**Q:** I have a calculated gap for cubic KSrCl₃ at its relaxed lattice constant. My material will sit under compression, and the cell edge will shrink by a per cent or two. Do I have to calculate the gap again for every new edge length, and with which functional?

**A:** Let us look at two compressions, each calculated with three functionals. The strain is the relative change of the cell edge, so −2.5 means that all three edges are 2.5 % shorter. The band gap change is counted from the uncompressed cell with the same functional. Compare that column with the band gap itself.

Cubic perovskite KSrCl3 (Pm-3m, 5 atoms per cell), calculated with Ansatz 0.2.0: plane-wave PAW DFT without spin polarisation, 4×4×4 k mesh, cutoff 420 eV (500 eV for r2SCAN). Hydrostatic strain is the relative change of edge length from the r2SCAN-relaxed cell, a = 5.636 Å; gap changes are counted from that cell with the same functional.

| functional | strain (%) | band gap (eV) | band gap change (eV) | least direct gap change (eV) |
| --- | --- | --- | --- | --- |
| HSE06 | -2.5 | 5.898 | 0.155 | 0.129 |
| HSE06 | -0.5 | 5.774 | 0.031 | 0.027 |
| PBE | -2.5 | 4.633 | 0.150 | 0.120 |
| PBE | -0.5 | 4.513 | 0.030 | 0.025 |
| r2SCAN | -2.5 | 5.327 | 0.140 | 0.109 |
| r2SCAN | -0.5 | 5.214 | 0.028 | 0.023 |

**Q:** The gaps disagree badly, yet the changes look almost alike. Is that real?

**A:** It is the main result. In the uncompressed crystal the PBE and HSE06 gaps lie 1.26 eV apart, with r2SCAN in between. At the larger compression the three openings agree within 0.015 eV, which is about a tenth of the opening itself. The functional decides where the gap starts, and has little influence on how fast it moves.

**Q:** How can an error of that size drop out?

**A:** Think of what the functional gets wrong. In PBE an electron in a filled chlorine p state still feels part of its own repulsion, so the filled states lie too high and the gap comes out too small. HSE06 mixes in some exact exchange, which lowers the filled states relative to the empty ones. The size of that correction depends mainly on the shape of the states close to the ions.

A chlorine p shell looks nearly the same when its neighbours move in by a per cent or two. The correction is therefore nearly the same before and after the squeeze, and it cancels when you subtract the two gaps. This is an argument from theory. The close agreement of the openings is what it leads you to expect.

**Q:** Then what is left over? Why does the gap open at all?

**A:** Start with the two states that bound the gap. The highest filled states are chlorine p states at the point R, where the wave changes sign from each cell to the next along all three axes. The lowest empty state lies at Γ, where the wave repeats unchanged in every cell. It is a single level, which fits an s-like state that spreads over many ions with the same phase.

Now shorten the edges. The spread-out empty state has less room between the ion cores, and it must remain orthogonal to the core electrons, which forces extra wiggles into its wave. Both effects raise its kinetic energy. The chlorine p states sit more tightly on their own ions, so this part of the squeeze touches them less. What they do feel is electrostatic: the surrounding ions together attract an electron on chlorine, and this attraction grows as the distances shrink. The empty state climbs, the filled states are held down, and the gap widens.

**Q:** Can I see that climb directly in the calculated band edges?

**A:** Not safely. In a periodic crystal the zero of the electron energies shifts when the cell changes, so the edges of two different cells have no common scale. The difference between two levels in one cell is sound, and that is why the gap can be compared. The calculation shows that the gap opens. The two causes come from theory, and these gaps don't tell how much each of them contributes.

**Q:** I was taught that compression broadens bands. Shouldn't a broader valence band push its top upwards and close the gap?

**A:** That is a fair objection, and the direct gap helps to answer it. The least direct gap is the smallest step from a filled to an empty state at one and the same point, here Γ. The indirect gap, from R to Γ, is smaller because the valence top at R lies higher than the valence top at Γ:

$$E_{\text{indirect}} = E_{\text{direct}} - \Delta_v .$$

Here $\Delta_v$ is the height of the valence top at R above that at Γ, both taken in the same cell. If broadening pulled these two tops further apart, the indirect gap would open less than the direct one. In every row it opens more.

For r2SCAN at the larger compression the bookkeeping is

$$0.140\ \text{eV} = 0.109\ \text{eV} + 0.031\ \text{eV}.$$

The first part is the opening of the direct gap at Γ. The second is the amount by which the valence top at Γ catches up with the one at R. Most of the effect is thus a widening between filled and empty states at one point, and the shrinking step between the two valence tops adds the rest.

Broadening may still lift both tops together. Such a lift would already be contained in the direct gap, and that gap opens all the same. So if the lift is there, it is outweighed.

**Q:** Good. Now give me something that I can use without a computer.

**A:** For a small squeeze, the gap changes in proportion to the relative change of volume. A cube whose edge changes by a small fraction $\epsilon$ changes its volume by about three times that fraction. This gives

$$\Delta E_g \approx a_V\,\frac{\Delta V}{V} \approx 3\,a_V\,\epsilon ,$$

where $\Delta E_g$ is the band gap change and $a_V$ is called the volume deformation potential. It is the only constant of the model.

I drew one straight line through zero strain by least squares, using all six rows and the same slope for the three functionals. The slope came out as 0.059 eV for each per cent of shortening. Rounded to 0.06 eV, it corresponds to an $a_V$ of about −2 eV. The minus sign means that a smaller volume goes with a larger gap.

So the rule reads

$$E_g(s) \approx E_g(0) + 0.06\ \text{eV}\times s ,$$

where $s$ is the shortening of the edge in per cent and $E_g(0)$ is the uncompressed gap from whichever functional you trust. Count $s$ from the very cell on which that gap was calculated; here all three functionals used the cell relaxed with r2SCAN.

**Q:** Show me on a real case.

**A:** Take HSE06 at half a per cent of compression. The uncompressed gap follows from the table as the band gap less its change:

$$5.774 - 0.031 = 5.743\ \text{eV}.$$

The rule adds half of 0.06 eV:

$$5.743 + 0.06\times 0.5 = 5.773\ \text{eV}.$$

The calculation gives 5.774 eV.

**Q:** That looks too good. Pick a hard one.

**A:** Then take r2SCAN at the larger compression, where the rule does worst. The same two steps give

$$5.327 - 0.140 = 5.187\ \text{eV},$$

$$5.187 + 0.06\times 2.5 = 5.337\ \text{eV}.$$

The calculated gap is 5.327 eV, so the estimate is too high by 0.010 eV. Measured against the whole gap that is tiny, but the rule was only asked for the opening, and there the error is 7 %. Both worked rows were among those that set the slope.

**Q:** So how far should I trust it?

**A:** Within the table, the estimated opening is never off by more than those 7 %. But the six rows amount to little more than three slopes, because each functional gives nearly the same slope at both compressions. A stricter trial is to take the slope from HSE06 and PBE alone and predict r2SCAN. That gives 0.1525 eV at the larger compression where the calculation has 0.140 eV, an error of 9 %. Ten per cent of the opening is a fair allowance for the choice among these functionals.

**Q:** Wouldn't it be more natural to let the opening scale with the gap? A larger gap should have more to gain.

**A:** It sounds natural, but PBE speaks against it. It has by far the smallest gap, and yet it opens more than r2SCAN. When I fit a slope proportional to the uncompressed gap, again with one constant and all rows, the worst miss is 0.022 eV, compared with 0.008 eV for the common slope. The reason is the one we began with: the gaps differ between functionals mainly by an offset, and an offset doesn't stretch when the lattice shrinks.

**Q:** My optical measurement may pick up the direct gap. Does the same number serve?

**A:** Use 0.05 eV per per cent there. The direct gap lacks the contribution from the valence top at Γ catching up with R, so it opens more slowly. With the smaller slope the estimate stays within 0.016 eV of the calculated change. The worst case is again r2SCAN at the larger compression, where the error is 15 % of the change. With 0.06 eV you would overshoot by up to 0.041 eV.

**Q:** Can I carry the rule over to other halide perovskites?

**A:** Carry over the reasoning, and check the states before you borrow the sign. In the lead halide perovskites the lead ion keeps a filled s shell, which mixes with the halogen p states in an antibonding way and forms the valence top. Pushing the ions together strengthens that mixing and drives the top upwards, so the gap of the cubic crystal closes under compression. Strontium has no such filled outer s shell. Its chloride should therefore keep a valence top of nearly pure halogen character, without this strong upward push, which fits the calculated opening of the gap.

So ask two questions of a neighbouring compound. Is the valence top antibonding between the metal and the halogen ions? Is the lowest empty state a spread-out one that dislikes being confined? The first pulls the gap down when you squeeze, and the second pushes it up.

**Q:** What does this mean in terms of pressure?

**A:** In the r2SCAN calculation, about 2 GPa holds the edge at 2.5 % below its relaxed length. The gap thus gains roughly 0.07 eV for each gigapascal. Even a shortening of one per cent takes the better part of a gigapascal, so an even squeeze of this size calls for a high-pressure cell.

**Q:** And where does the rule stop?

**A:** It was set on even compression up to 2.5 %. For slight stretching, the straight line suggests the same slope with the gap closing, but that is an extension and not a tested result. A film clamped to a substrate is a different matter. It is strained unevenly, which splits the threefold valence top at R, and the gap then no longer follows the volume alone.

Two further points concern a real sample. The calculation keeps the crystal perfectly cubic and doesn't test whether this form is stable. Perovskites with a small ion such as potassium often tilt their octahedra. A crystal that shrinks by tilting bends its Sr–Cl–Sr links as well as shortening its edges, and its gap can follow another slope. The atoms also sit still in the calculation. In a real crystal their vibrations shift the gap with temperature, and the rule doesn't cover that share.

**Q:** Then my procedure is one good calculation of the uncompressed gap, and mental arithmetic for the rest?

**A:** Yes, as long as the compression is even and the crystal stays cubic. Put the effort into the starting gap, because the choice of functional moves it by far more than this squeeze does. The slope is less of a worry, since the openings show that it hardly depends on which of these three functionals you take. Whether the slope is also right for the real crystal is for a measurement under pressure to decide.
